Each metal or silicon atom in this crystal touches six oxygens, and each oxygen touches six cations, as in rock salt. All these contacts are equally long, so the oxygens differ only in which cations surround them: four Ta and two Si in rows 5–7, six Ta in row 8. A Bader charge compares the electrons inside a volume bounded by surfaces of minimum density with those of the neutral atom, and is positive where electrons are lost. The s, p and d electrons are Loewdin populations, which divide the electrons among atomic shells instead.

Bader charges and Loewdin populations of cubic Ta₃SiO₄ (Pm-3m, 8-atom cell) at fixed atoms, computed with Ansatz 0.2.0 using scalar-relativistic PBE, PAW and a 420 eV plane-wave cutoff. The calculation is not spin-polarised and uses an 8×8×8 k mesh and 0.1 eV Gaussian smearing. Zero d electrons means the dataset has no d shell; Bader volumes leave out near-empty space.

| row | bader charge (e) | element | s electrons (e) | p electrons (e) | d electrons (e) | bader volume (Å³) |
| --- | --- | --- | --- | --- | --- | --- |
| 1 | 1.610 | Ta | 2.437 | 5.986 | 3.798 | 13.390 |
| 2 | 1.610 | Ta | 2.437 | 5.986 | 3.798 | 13.390 |
| 3 | 1.610 | Ta | 2.437 | 5.986 | 3.798 | 13.390 |
| 4 | 1.022 | Si | 1.671 | 1.837 | 0.000 | 11.340 |
| 5 | -1.443 | O | 1.771 | 4.839 | 0.000 | 10.010 |
| 6 | -1.443 | O | 1.771 | 4.839 | 0.000 | 10.010 |
| 7 | -1.443 | O | 1.771 | 4.839 | 0.000 | 10.010 |
| 8 | -1.523 | O | 1.714 | 4.877 | 0.000 | 9.710 |

*Which cation gives up more charge?* Tantalum does, with a Bader charge of 1.61 e against 1.02 e for silicon. Tantalum has one more outer electron to offer, but it also gives up the larger share of them, 32 % against 26 %. A likely reason is that tantalum is the less electronegative of the two and holds its outer electrons more loosely against the pull of oxygen. The table cannot separate this from the effects of unusually long Si–O contacts and a shortage of oxygen, so the same order should not be assumed in fully oxidised compounds.

*Why is silicon so far from the Si⁴⁺ of ordinary silicates?* In MgO, the two outer electrons of magnesium just fill the shell of one oxygen. Here three Ta and one Si bring 19 outer electrons, while four oxygens have room for only eight, so 11 must stay with the cations even if every oxygen is filled. The comparison with MgO covers this counting and not the bonding, which is more covalent here. Nor does the count say which cations keep the 11, since the three Ta atoms could hold them all. That silicon keeps a large part of its 3s and 3p electrons fits its higher electronegativity. Its contacts of 2.25 Å, long for Si–O, probably also favour incomplete transfer. The cubic symmetry holds them at half the cell edge, and whether the crystal would distort to shorten them is untested. Nor does anything here show that this form of Ta₃SiO₄ is stable enough to be made.

*Are the 3.80 d electrons of tantalum simply the ones left behind?* Only in part. Three Ta d shells and the silicon shells together hold $3\times3.798+1.671+1.837=14.9$ electrons, more than the 11 that full transfer would leave. The excess suggests that the bonding electrons are shared, so the d population isn't the d count of an ion. The nearly six p electrons of tantalum are a filled inner shell and say little about bonding.

*What could change if spin were switched on?* The cell has 67 electrons, and without spin each band takes them in pairs. An odd number cannot fill a whole set of bands, so this calculation has to give a metal. A magnetic state might lie lower and shift the charges somewhat; that is untested. For devices, the charges of this oxygen-poor metal should not be carried over to the fully oxidised insulators used as gate dielectrics.

*Which oxygen should be more negative?* Suppose each cation hands one sixth of its charge to each neighbour. An oxygen with $n_\mathrm{Ta}$ tantalum and $n_\mathrm{Si}$ silicon neighbours then has the charge

$$q_\mathrm{O}=-\frac{n_\mathrm{Ta}Q_\mathrm{Ta}+n_\mathrm{Si}Q_\mathrm{Si}}{6},$$

where $Q_\mathrm{Ta}$ and $Q_\mathrm{Si}$ are the Bader charges of the cations. For rows 5–7 this gives $-(4\times1.610+2\times1.022)/6=-1.414$ e, and for row 8 it gives −1.610 e. The oxygen surrounded only by the more generous cation should be the more negative one.

*How well does this rule work?* It finds the order of the Bader charges but predicts a difference of 0.196 e where the calculation has 0.080 e. Simply giving all four oxygens the same charge comes closer overall, as the printed output shows for both rules, neither of which has a fitted constant. Because the cell is neutral, the comparison amounts to a single independent test. A possible reason for the overshoot, not tested here, is that each further bit of charge on an oxygen is repelled by what is already there, which evens the oxygens out.

*What would change if silicon were replaced by a fourth tantalum in the same cell?* Every oxygen would then have six Ta neighbours, and symmetry would make all four equal. The difference between the oxygens therefore exists only because silicon is present. The sharing rule, rough as it is, suggests further that a cation giving about as much charge per contact as tantalum would leave the oxygens nearly alike.

*Which digits can be trusted?* The order of the cations holds in both ways of counting, but the size of a charge depends on the definition: tantalum carries 1.61 e by Bader and only 0.78 e by Loewdin. The order of the oxygens is weaker still, since the Loewdin charges reverse it by about 0.02 e. That reversal is itself doubtful, because the Loewdin shells leave 0.41 electrons per cell unassigned. Nor do the identical rows lend support, as symmetry forces them to agree. The safe reading is that in this cell tantalum gives more than silicon and the oxygens are nearly alike.

The analysis program printed:

```
Charges by two counting methods in e:
  row   Bader  Loewdin  Ta neighbours of O  Si neighbours of O
    1    1.61    0.779                   0                   0
    2    1.61    0.779                   0                   0
    3    1.61    0.779                   0                   0
    4   1.022    0.492                   0                   0
    5  -1.443    -0.61                   4                   2
    6  -1.443    -0.61                   4                   2
    7  -1.443    -0.61                   4                   2
    8  -1.523   -0.591                   6                   0
Bader charge given by all cations of the cell (e): 5.852
Bader charge given per Ta-O contact (e): 0.2683
Bader charge given per Si-O contact (e): 0.1703
Bader charge of Ta over that of Si (ratio): 1.575
share of its 5 outer electrons that Ta gives up, Bader (%): 32.2
share of its 4 outer electrons that Si gives up, Bader (%): 25.55
O with 6 Ta less O with 4 Ta and 2 Si, Bader charge (e): -0.08
O with 6 Ta less O with 4 Ta and 2 Si, Loewdin charge (e): 0.019
contact model, charge of O with 4 Ta and 2 Si (e): -1.414
contact model, charge of O with 6 Ta (e): -1.61
contact model, difference between the two kinds of O (e): -0.196
contact model, rms miss over the four O (e): 0.05023
equal-oxygen model, charge of every O (e): -1.463
equal-oxygen model, rms miss over the four O (e): 0.03464
electrons per cell missing from the Loewdin sum (e): 0.408
Loewdin charge of Ta less Si (e): 0.287
the same if all missing electrons belonged to Ta (e): 0.151
Bader volume, O with 6 Ta less the other O (cubic angstrom): -0.3
electrons per cell in the calculation: 67
outer cation electrons left if each O took two: 11
O atoms per cell needed to take all outer cation electrons: 9.5
```
